**Why the levels of Pr+ rise when the nucleus is made larger**

Q: I varied only the size of the nucleus in a Dirac–Kohn–Sham PBE calculation of Pr+, with the occupation held fixed. What sizes should I carry away from it?

Spherical all-electron Dirac–Kohn–Sham calculations of Pr+ (Z = 59), [Xe] (4f5/2)3 (6s1/2)1, with the radial solver radks (version 1) and Libxc, using the PBE functional without spin polarisation. The nucleus is a Fermi charge distribution of varied rms radius; shifts are taken from the reference radius of 4.8919 fm, and the outer s level is 6s1/2.

```csv
nuclear rms radius (fm),total energy less that at the reference radius (eV),ε(1s) less that at the reference radius (eV),outer s level less that at the reference radius (meV),density at nucleus (e/bohr³)
4.124,-3.3832,-1.4039,-0.1252,432500
4.672,-1.0160,-0.42160,-0.03743,421000
4.892,0,0,0,416900
5.254,1.7507,0.72645,0.06469,410600
5.469,2.8378,1.1775,0.1049,407000
```

A: With R the nuclear rms radius and ⟨r²⟩ = R², each added fm² raises the total energy by about 0.5 eV. It raises ε(1s), the 1s orbital energy, by about 0.2 eV, and the outer s level, 6s, by about 0.02 meV. The 6s shift is thus some 10⁴ times smaller than the 1s shift. All three shifts rise from row to row, and the reference row is zero by construction.

Q: Why upwards, and why is ⟨r²⟩ the natural variable?

A: Outside a spherical nucleus the attraction is that of a point charge, while inside it an electron feels only the charge enclosed, so spreading the charge weakens the binding. The energy is stationary in the electron density, so by the Hellmann–Feynman theorem δE is the change of nuclear charge density times the electrostatic potential φ of the electrons, integrated over space. The nucleus is 183 times smaller than the 1s radius a₀/Z, which suggests taking the electron density as flat across it and equal to ρ(0), the density at nucleus of the table. Poisson's equation in atomic units, ∇²φ = 4πρ(0), then gives φ = φ(0) + (2π/3)ρ(0)r². The constant drops out because the charge Z is conserved, which leaves

δE = (2π/3) Z ρ(0) δ⟨r²⟩.

Q: Does that give the right number for the largest nucleus, 5.469 fm?

A: Nothing is fitted, to this row or any other, and besides Z and the radii only the density column enters. At the reference density the slope and the shift are

(2π/3) × 59 × 416900 = 5.152 × 10⁷ hartree/bohr²

5.152 × 10⁷ × 27.211 eV / (52918 fm)² = 0.5006 eV/fm²

δ⟨r²⟩ = 5.469² − 4.8919² = 5.979 fm², so δE = 0.5006 × 5.979 = 2.993 eV.

The table has 2.8378 eV, so the estimate is 5.5 % too high relative to the table. Part of the excess arises because ρ(0) itself falls along the way. With the mean of the two densities, (416900 + 407000)/2 = 411950, the steps become

0.5006 × 411950/416900 = 0.4947 eV/fm², δE = 0.4947 × 5.979 = 2.958 eV, and 2.8378/2.958 = 0.96.

Q: Is the 0.96 peculiar to that row?

A: No, all four intervals between neighbouring rows give it. The slope of the total energy divided by the estimate averages 0.9596, a shortfall of 4.0 % relative to the estimate. The spread of 0.23 % is of the size that the rounding of the radii allows. So the numbers show that the slope follows ρ(0) with a constant factor.

Q: What is wrong with the flat density, if the nucleus is so small?

A: The potential inside the nucleus is deep compared with the electron's rest energy, so a Dirac s function bends on the scale of the nucleus itself. Take a uniform sphere of radius b and put x = r/b and z = Zα, with α the fine-structure constant. Expanding the Dirac equation about the centre to order z², with the rest energy neglected beside the potential, gives ρ/ρ(0) ≈ 1 − z²x²/2 + z²x⁴/10 as the leading terms. In Poisson's equation the x² and x⁴ terms enter with weights 6/20 and 6/42 relative to the flat term, and they multiply changes of ⟨r⁴⟩ and ⟨r⁶⟩. For the sphere ⟨rⁿ⟩ = 3bⁿ/(n + 3), so these changes are (10/7)b² and (5/3)b⁴ times δ⟨r²⟩, and the slope is multiplied by

1 − z²(1/2)(6/20)(10/7) + z²(1/10)(6/42)(5/3) = 1 − (4/21)z².

With z = 0.4305 the factor is 0.9647, which accounts for 3.5 of the 4.0 percentage points. The charge that is moved sits near the surface, where the electron density is already below its central value. The radius has cancelled from the factor, which fits its constancy in the table. This cause is argued from a sphere with a sharp edge, whereas the runs use a Fermi distribution; the diffuse surface, the neglected rest energy and higher powers of z may each have a part in the remainder, which is not resolved here.

Q: The rows at 4.124 and 5.469 fm do not give the same shift per fm². Where does the curvature come from?

A: It comes from the fall of ρ(0). The total shift per δ⟨r²⟩ is 0.4887 eV/fm² at the small end and 0.4746 eV/fm² at the large end. The density drops by 5.9 % while R grows by 32.6 %. A larger nucleus meets a thinner electron density, so each further fm² costs less.

The size of that fall is relativistic, by a standard argument. Just outside the nucleus a Dirac s₁/₂ density runs as r^(2γ−2), with γ = √(1 − z²) = 0.9026, and would diverge weakly at a point nucleus. A finite nucleus cuts the rise off at r ≈ R, so ρ(0) scales as R^(2γ−2), and integrating ρ(0) d(R²) makes the energy scale as R^(2γ) = R^1.805. Both the bending of the line and the 4 % shortfall are governed by z², so a nucleus of higher charge should show more of each.

Q: How closely does the table obey those powers?

A: The energy obeys its power well. Dividing each total shift by the change of R^p should give a constant, and with p = 2 the quotient strays by up to 1.65 % from its mean, in the 4.124 fm row. With p = 2γ it stays within 0.12 % of the mean, comparable to the rounding of the radii. The analysis printed after this exchange lists all rows.

The density is the sharper test, and there the pure power falls a little short. Its order in R is −0.215 ± 0.001, against −0.195 from 2γ − 2. The gap is far beyond rounding, but it is of the same order as 2ZR/a₀ = 0.011, the next term in the expansion outside the nucleus. That this term is responsible is untested here.

Q: Why is the total 2.41 times the 1s shift in every shifted row?

A: Twice the 1s shift is 83 % of the total, so the effect belongs mostly to the innermost pair. Near the nucleus the potential swamps the differences in binding energy, so all s functions have the same shape there and differ only in amplitude. Theory therefore expects every s level to follow the same function of R, and the constant ratio agrees with that. The excess of 0.41 is expected from the higher s shells and the p₁/₂ shells, which also reach the nucleus. It is not a clean share of the density, because orbital energies also contain the change of screening and do not add up to the total energy.

Q: And the 6s level? Its ratio to 1s is not quite constant.

A: The ratio is near 8.9 × 10⁻⁵, small because the 6s electron is screened and normalised over the whole ion, so that little of it reaches the nucleus. The row at 4.672 fm is the irregular one: 8.878 × 10⁻⁵, where the other three lie between 8.905 and 8.918 × 10⁻⁵. That exceeds the rounding of the printed shifts, and the rounding of the radius does not enter a ratio within one row.

In energy the departure is tiny. Measured from the median ratio times the 1s shift, it is +0.00012 meV at 4.672 fm and −0.00016 meV at 4.124 fm. The total/1s ratio and the density show no matching kink, and the occupation is the same throughout. My guess is numerical noise in a small difference of orbital energies, and I would give it no physical cause.

Q: May I read the 6s column as an isotope shift of Pr+?

A: No. An optical isotope shift is a difference of total-energy shifts between the two configurations of a transition, with mass shifts added, and an orbital-energy shift is only a guide to its field part. The radii here span far more than neighbouring isotopes do, so this is a model scan. The ion is also spherical and unpolarised, without the real term of 4f³6s, which may change the 6s amplitude. Breit and QED terms are left out, which limits the absolute accuracy of the 1s and total shifts.

Numerical output:

```
Z*alpha 0.4305, gamma 0.9026, 2gamma 1.805, 2gamma-2 -0.195
a0/Z 897 fm = 183 x reference radius; 2ZR/a0 0.0109
Shifts against the reference radius
R fm | d<r2> fm2 | total/d<r2> eV/fm2 (rounding %) | 1s eV/fm2 | 6s meV/fm2
4.124 | -6.923 | 0.4887 (0.07) | 0.2028 | 0.01808
4.672 | -2.103 | 0.4831 (0.25) | 0.2005 | 0.01780
5.254 | +3.674 | 0.4765 (0.16) | 0.1977 | 0.01761
5.469 | +5.979 | 0.4746 (0.10) | 0.1969 | 0.01754
total/d<r2> changes -2.9 % first to last row
R fm | total/1s (rounding) | 6s/1s x1e5 (rounding) | 6s less median ratio x 1s, meV
4.124 | 2.4099 (0.0001) | 8.918 (0.004) | -0.00016
4.672 | 2.4099 (0.0001) | 8.878 (0.001) | +0.00012
5.254 | 2.4099 (0.0001) | 8.905 (0.001) | -0.00001
5.469 | 2.4100 (0.0001) | 8.909 (0.005) | +0.00002
6s/1s spread 0.45 %; 1s shift is 11227 x the 6s shift
two 1s shifts = 83.0 % of total; excess 0.41 1s shifts
Estimate (2pi/3) Z rho(0) at reference density: 0.5006 eV/fm2
interval fm | slope eV/fm2 (rounding %) | estimate | slope/estimate | density order (rounding)
4.124-4.672 | 0.4911 (0.18) | 0.5124 | 0.9584 | -0.216 (0.002)
4.672-4.892 | 0.4831 (0.25) | 0.5031 | 0.9603 | -0.213 (0.005)
4.892-5.254 | 0.4765 (0.16) | 0.4968 | 0.9592 | -0.213 (0.003)
5.254-5.469 | 0.4715 (0.47) | 0.4909 | 0.9606 | -0.220 (0.006)
mean slope/estimate 0.9596 (short by 4.0 %), spread 0.23 %
uniform-sphere factor 1-(4/21)(Z alpha)^2 = 0.9647 (short by 3.5 %); left over -0.53 %
density: -5.9 % while R grows 32.6 %
order of density in R -0.215 +- 0.001; Dirac value -0.195; difference -0.020
order of slope in R -0.207 +- 0.033; energy power 1.79; slope change -4.0 %
total/(R^p - R0^p), deviation from its mean in %, rows in order of R
p = 2: +1.65 +0.49 -0.87 -1.27; worst row 4.124 fm
p = 2gamma: +0.12 +0.10 -0.11 -0.10; worst row 4.124 fm
radius rounding %: 0.07 0.25 0.16 0.10
nonrelativistic unscreened 1s pair 2Z^3/pi 130748 e/bohr3; table/that 3.19
full span: total 6.221 eV, 1s 2.581 eV, 6s 0.2301 meV
```
